Ordering of heat capacities and compressibilities: limits, scaling and numbers for copper

Conventions

All quantities are per mole of a single phase under hydrostatic pressure, at fixed composition. α = (1/V)(∂V/∂T)_P is the volume expansion coefficient. For a cubic crystal α = 3α_L, with α_L the linear coefficient; since α enters squared, mixing them up costs a factor 9. κ_T = −(1/V)(∂V/∂P)_T = 1/B_T and κ_S = −(1/V)(∂V/∂P)_S = 1/B_S.

The result

Take S(T,V). The Maxwell relation (∂S/∂V)_T = (∂P/∂T)_V = α/κ_T gives dS = (C_V/T) dT + (α/κ_T) dV. On an isobar dV = αV dT, so

C_P − C_V = T V α²/κ_T.

Now take T and P as variables: dS = (C_P/T) dT − αV dP and dV = αV dT − κ_T V dP. On an adiabat dT = (TαV/C_P) dP, so

κ_T − κ_S = T V α²/C_P.

Dividing this by κ_T and inserting the first relation gives κ_S/κ_T = 1 − (C_P − C_V)/C_P = C_V/C_P. With the thermodynamic Grüneisen parameter γ = αV/(κ_T C_V),

C_P/C_V = κ_T/κ_S = B_S/B_T = 1 + δ, δ = γαT.

A stable phase has C_V > 0 and κ_T > 0. Hence C_P ≥ C_V > 0, and then κ_T ≥ κ_S > 0. At T > 0 equality holds only where α = 0. It is also approached as T → 0, where the third law sends (∂S/∂V)_T, and with it α, to zero. The sign of α does not matter, because γ carries the same sign.

Dimensional analysis

The five quantities T, α, κ_T, V and C_V involve energy, volume, temperature and amount. Only three of them are dimensionally independent, since V/(κ_T C_V) is itself a temperature. That leaves two groups:

a = αT, a thermal strain scale,
b = κ_T C_V T/V, the thermal energy scale C_V T over the elastic energy scale B_T V.

Dimensions alone allow δ = f(a, b). Thermodynamics fixes f:

δ = a²/b = γ a = γ² b, with γ = a/b.

The last form is the best one for scaling in solids, because γ is of order one and varies slowly, so δ follows C_V T/(B_T V). Equivalent statements are B_S = B_T + γ² C_V T/V and δ = T V α² B_S/C_P.

Small δ: C_P/C_V = 1 + δ is exact, while (κ_T − κ_S)/κ_T = δ/(1 + δ) = δ − δ² + … If the data at hand are B_S and C_V, the computable number is x = T V α² B_S/C_V = δ(1 + δ), so δ = [√(1 + 4x) − 1]/2 = x − x² + …

Large δ: κ_S = κ_T/(1 + δ) = [V/(γ² C_V T)] (1 − 1/δ + …). At given γ and C_V the adiabatic compressibility no longer depends on κ_T. The crossover is at δ = 1.

Copper at 300 K

Compiled values: C11 = 168.3 GPa and C12 = 121.2 GPa at room temperature (Blaschke), α_L = 16.5 × 10⁻⁶ K⁻¹ at 293 K (Kaye and Laby Online), used here at 300 K, and a Debye temperature Θ = 343 K (Wikipedia). Typical inputs: V ≈ 7.11 cm³/mol and a Sommerfeld coefficient A ≈ 0.69 mJ/(mol K²). Thus α = 49.5 × 10⁻⁶ K⁻¹, a = 0.01485 and B = (C11 + 2 C12)/3 = 136.9 GPa.

The listing does not say whether the constants are adiabatic or isothermal. We read them as adiabatic, which is what ultrasound gives. A wave of angular frequency ω and speed c has hot and cold regions about c/ω apart, and heat crosses that distance in a time c²/(ω² D), with D the thermal diffusivity. This exceeds 1/ω when ω < c²/D, so the low-frequency side is the adiabatic one. With the molar mass 63.546 g/mol the density is 8.94 g/cm³ and c = √(C11/ρ) = 4.34 km/s along [100]. A typical conductivity of 400 W/(m K) with the C_P found below gives D = 1.2 cm²/s and c²/D = 1.6 × 10¹¹ s⁻¹, or 26 GHz as an order of magnitude. Megahertz ultrasound lies far below.

C_V is modelled as a Debye term plus A T. The Debye function at Θ/T = 1.143 is 0.9376, so C_V = 23.39 + 0.21 = 23.59 J/(mol K), summed before rounding. Then αVB_S = 48.2 J/(mol K), x = 0.0303 and

δ = 0.0295, γ = 1.98, B_T = 133.0 GPa, b = 0.0075.

The third figure of δ is soft. Reading the elastic constants as isothermal would give δ = x = 0.0303, and a Θ lower by 10 % raises C_V by 1.2 % and lowers δ by about as much.

In a cubic crystal at zero pressure the thermal stress is isotropic, so C11 and C12 both shift by B_S − B_T = 3.9 GPa (isothermal values 164.4 and 117.3 GPa), while C44 and C11 − C12 do not shift. For the same reason C_V coincides with the heat capacity at fixed strain. Neither statement carries over unchanged to lower symmetry.

Why δ is small in a solid

B_T V = 0.95 MJ/mol, or 9.8 eV per atom, which is 2.8 times the compiled cohesive energy of 3.49 eV/atom (Harl 2010). The classical thermal energy 3k_B T is 0.078 eV at 300 K. With γ and B_T V frozen and C_V = 3R, δ reaches 1 at T* = B_T V/(3Rγ²) = 9.6 × 10³ K, far above the melting point of about 1358 K. Solid copper at ambient pressure never leaves the small-δ regime.

Temperature regimes

Electrons and phonons each add to (∂S/∂V)_T, so αB_T V = γ_e C_e + γ_ph C_ph. From S_e = A T follows γ_e = d ln A/d ln V, which is 2/3 for free electrons. At low T, C_e = A T and C_ph = βT³ with β = (12π⁴/5) R/Θ³ = 4.82 × 10⁻⁵ J/(mol K⁴). The two are equal at T_x = √(A/β) = 3.8 K. With u = (T/T_x)² and r = γ_ph/γ_e,

δ = [γ_e² A T²/(B_T V)] (1 + r u)²/(1 + u).

1. Electronic regime, u ≪ 1: δ ∝ T² [1 + (2r − 1) u] and C_P − C_V ∝ T³.

2. Debye regime, u ≫ 1 and T ≪ Θ: δ = [γ_ph² β T⁴/(B_T V)] [1 + (2/r − 1)/u] and C_P − C_V ∝ T⁷. The two asymptotes of δ meet at T_x/r, not at T_x. With typical low-temperature values γ_e ≈ 0.9 and γ_ph ≈ 1.7 this is 2.0 K, and the model, keeping the 300 K value of B_T V, gives δ = 7 × 10⁻¹⁰ at 1 K and 1.5 × 10⁻⁶ at 10 K. A 10 % change of the dominant γ moves these by about 20 %. On the upper side the Debye model corrects the T³ law only by the relative amount −(15/4π⁴) z⁴ e^(−z) to leading order, with z = Θ/T. A real lattice has dispersion, which adds a T⁵ term to C_ph and sets in earlier.

3. Classical regime, T ≳ Θ: C_ph = 3R (1 − z²/20 + z⁴/560 − …), so at frozen γ and B_T V both δ and C_P − C_V grow as T to leading order. The T⁴ and T asymptotes of δ meet where βT³ = 3R, at T = (5/4π⁴)^(1/3) Θ = 0.234 Θ = 80 K. The term z²/20 drops below 10 % above Θ/√2 = 243 K. With γ and B_T V frozen at their 300 K values, δ passes 1 % near 1.3 × 10² K. Below that, C_P and C_V can be interchanged for most purposes.

4. Softening regime. At high T the crystal expands and B_T falls, so δ grows faster than T.

The softening correction

Let y = V/V₀, with subscript 0 for 300 K, B′ = (∂B_T/∂P)_T and γ ∝ V^q, and let C_V depend on T only. Since αB_T = (∂P/∂T)_V = γC_V/V ∝ V^(q−1) at fixed T,

(∂B_T/∂T)_V = −V ∂(αB_T)/∂V = −(q − 1) αB_T,
(∂B_T/∂T)_P = (∂B_T/∂T)_V − B′ αB_T = −(B′ + q − 1) αB_T.

With B′ and q constant, B_T = B_T0 y^(−(B′+q−1)) on the isobar, and α = α₀ (C_V/C_V0) y^m with m = B′ + 2q − 2. Integrating d ln y = α dT gives

y^(−m) = 1 − m p, p = α₀ ΔU/C_V0, ΔU = ∫ C_V dT from T₀ to T.

Here p is the thermal pressure that would build up at the fixed volume V₀, in units of B_T0. Then

δ = δ₀ (T/T₀) (C_V/C_V0) (1 − m p)^(−(1 + q/m)),

and the last factor expands as 1 + (m + q) p + (m + q)(2m + q) p²/2 + … Take typical values B′ ≈ 5.5 and q ≈ 1, so m = 5.5. The linear term reaches 10 % at p = 0.0154, that is at T − T₀ ≈ p/α₀ = 3.1 × 10² K above room temperature. The divergence at m p = 1 is an artefact of holding B′ constant and lies well above melting.

Copper at 1200 K

Θ/T = 0.286, the Debye function is 0.9959 and C_V = 24.84 + 0.83 = 25.67 J/(mol K). ΔU = 22.6 kJ/mol gives p = 0.0473 (a thermal pressure of 6.3 GPa), 1 − m p = 0.740 and y = 1.056. The softening factor is 1.43, while the series gives 1 + 0.308 + 0.087 = 1.395, so it converges slowly here. Altogether δ grows by 4 × 1.088 × 1.43 = 6.2, an effective power T^1.3. The model's values are:

quantity | 300 K | 1200 K
V (cm³/mol) | 7.11 (input) | 7.51
α (10⁻⁶ K⁻¹) | 49.5 (input) | 73
C_V (J/(mol K)) | 23.6 | 25.7
B_T (GPa) | 133.0 | 98
B_S (GPa) | 136.9 (input) | 116
a = αT | 0.01485 | 0.087
b | 0.0075 | 0.042
γ | 1.98 | 2.1
δ | 0.0295 | 0.18
C_P − C_V (J/(mol K)) | 0.70 | 4.7
C_P (J/(mol K)) | 24.3 | 30.4
κ_T (TPa⁻¹) | 7.52 | 10.2
κ_S (TPa⁻¹) | 7.30 | 8.6
κ_T − κ_S (TPa⁻¹) | 0.22 | 1.6

The 1200 K column is an extrapolation resting on B′ and q. Freezing γ and B_T V would give δ = 0.128. B′ = 5 or 6 at q = 1 gives 0.177 or 0.189. The choice of q matters more: q = 0 or 2 at B′ = 5.5 gives 0.15 or 0.22.

Terms left out, against C_P − C_V = 4.7 J/(mol K):
- The volume dependence of C_V. The identity (∂C_V/∂V)_T = T (∂²P/∂T²)_V gives a shift of about γ T (dC_V/dT) ln y = 0.1 J/(mol K).
- Thermal vacancies. With typical formation values H ≈ 1.3 eV and S ≈ 2.5 k_B the concentration is 4 × 10⁻⁵ and the heat capacity R c (H/k_B T)² is 0.06 J/(mol K), c being that concentration.
- Explicit anharmonicity, typically up to a few per cent of 3R near melting; 2 % would be 0.5 J/(mol K). It changes C_V, and δ, by a few per cent.

In this model C_P exceeds C_V by less than the quantum deficit at 300 K, so C_P still lies below 3R = 24.9 J/(mol K). At 1200 K most of the excess of C_P over 3R is the dilation term. Harmonic phonon calculations at one volume give C_V and calorimetry gives C_P; at 1200 K the conversion between them cannot be skipped.

Small γ

If α passes through zero at T₁ with slope α′, then δ ≈ T₁ V B_T α′² (T − T₁)²/C_V. This is a double zero: C_P touches C_V and moves away on the same side. Silicon typically does this near 120 K. Even at 300 K, typical silicon inputs (α_L ≈ 2.6 × 10⁻⁶ K⁻¹, B_S ≈ 98 GPa, V ≈ 12.06 cm³/mol, C_P ≈ 20 J/(mol K)) give δ = T V α² B_S/C_P = 1.1 × 10⁻³, a factor 27 below the copper value. On a chip, the distinction between isothermal and adiabatic moduli matters for the copper wiring long before it matters for the substrate.

δ of order one and beyond

A classical ideal gas has a = 1 and b = C_V/R, so δ = γ = R/C_V at any temperature, 2/5 for nitrogen with rigid rotation. It does not vanish as T → 0 because the classical gas violates the third law. For a van der Waals fluid with constant C_V on the critical isochore, C_P − C_V = R T/(T − T_c), so δ = (R/C_V) T/(T − T_c) diverges together with κ_T, while κ_S tends to the finite value V/(γ² C_V T_c). In real fluids C_V itself diverges weakly, and since B_S − B_T = T V (∂P/∂T)_V²/C_V, κ_S then diverges weakly too. In either case B_T reaches zero first: it is the isothermal condition κ_T > 0, not the adiabatic one, that bounds mechanical stability in contact with a heat bath.